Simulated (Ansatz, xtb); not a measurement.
# Two isomers of C5H7OP

We compare X, `CC1=COC(C)=P1`, a singlet, with Y, `CC1=CP=C(C)O1`, a singlet. Both are isolated molecules in the gas phase, relaxed with PBE-D3(BJ)/def2-SVP.

Quicker runs give these differences E(Y) − E(X): GFN2-xTB −1.8 kcal/mol; HF/STO-3G −3.1 kcal/mol (at GFN2-xTB geometries); r2SCAN-D4/def2-SVP −3.0 kcal/mol (at GFN2-xTB geometries).

**Question.** Estimate E(Y) − E(X) at the level CCSD(T)/def2-SVP + ΔMP2/def2-TZVPP.

**Answer.** Calculated at CCSD(T)/def2-SVP + ΔMP2/def2-TZVPP: E(Y) − E(X) = −3.4 kcal/mol, so structure Y lies lower.

Level by level:

```json
{"level": "GFN2-xTB", "geometry": "GFN2-xTB", "E(Y) − E(X) (kcal/mol)": "−1.8", "departure from the last row (kcal/mol)": "+1.6", "job, with rough time for the two": "optimisation, 0.13 s"}
{"level": "HF/STO-3G", "geometry": "GFN2-xTB", "E(Y) − E(X) (kcal/mol)": "−3.1", "departure from the last row (kcal/mol)": "+0.3", "job, with rough time for the two": "single point, 0.36 s"}
{"level": "r2SCAN-D4/def2-SVP", "geometry": "GFN2-xTB", "E(Y) − E(X) (kcal/mol)": "−3.0", "departure from the last row (kcal/mol)": "+0.4", "job, with rough time for the two": "single point, 3.7 s"}
{"level": "PBE-D3(BJ)/def2-SVP", "geometry": "PBE-D3(BJ)/def2-SVP", "E(Y) − E(X) (kcal/mol)": "−2.9", "departure from the last row (kcal/mol)": "+0.5", "job, with rough time for the two": "optimisation, 59 s"}
{"level": "HF/def2-SVP", "geometry": "PBE-D3(BJ)/def2-SVP", "E(Y) − E(X) (kcal/mol)": "−3.5", "departure from the last row (kcal/mol)": "−0.1", "job, with rough time for the two": "part of the CCSD(T) run"}
{"level": "MP2/def2-SVP", "geometry": "PBE-D3(BJ)/def2-SVP", "E(Y) − E(X) (kcal/mol)": "−3.1", "departure from the last row (kcal/mol)": "+0.4", "job, with rough time for the two": "part of the CCSD(T) run"}
{"level": "CCSD(T)/def2-SVP", "geometry": "PBE-D3(BJ)/def2-SVP", "E(Y) − E(X) (kcal/mol)": "−3.0", "departure from the last row (kcal/mol)": "+0.5", "job, with rough time for the two": "single point"}
{"level": "CCSD(T)/def2-SVP + ΔMP2/def2-TZVPP", "geometry": "PBE-D3(BJ)/def2-SVP", "E(Y) − E(X) (kcal/mol)": "−3.4", "departure from the last row (kcal/mol)": "", "job, with rough time for the two": "single point, 63 s"}
```

As drawn, both hold the same kinds of bond in the same numbers.

None of the levels shown reverses the order. The largest departure from CCSD(T)/def2-SVP + ΔMP2/def2-TZVPP is that of GFN2-xTB, 1.6 kcal/mol. The last row adds to CCSD(T) the change of the MP2 difference between the two basis sets, here −0.5 kcal/mol.

With thermal terms from frequencies at re-optimised GFN2-xTB minima (ideal gas, soft modes damped towards free rotors, one conformer each, 298.15 K, 1 atm): the zero-point term adds 0.0 kcal/mol; ΔH is −3.5 and ΔG −3.4 kcal/mol.

The correlated steps freeze 11 core orbitals. Codes used: Ansatz 0.2.0, xtb 6.7.1; the last row on 4 threads of Arm Neoverse V1 on a shared host.

Both molecules are 2-methyl-1,3-oxaphospholes, and they differ only in where the second methyl group sits: on the ring carbon next to phosphorus in X, on the one next to oxygen in Y. The preference for Y is therefore a substituent effect within one ring system. Oxygen draws σ density from its neighbouring carbon, while its lone pair pushes π density towards the carbon beside the electropositive phosphorus. A methyl group, a weak donor, probably gains more at the electron-poor site, much as 2-methylfuran is favoured over 3-methylfuran. Steric strain is a less likely cause, since the methyl groups are not on adjacent ring atoms in either isomer.

Hartree–Fock already gives the full preference, which suggests an origin in electrostatics and orbital mixing rather than in correlation. Its near match with the final value is partly a cancellation, however, as correlation in the small basis weakens the preference and the larger basis restores it. The energies favour Y at equilibrium but say nothing about how readily the isomers interconvert, which would require breaking ring or methyl bonds.
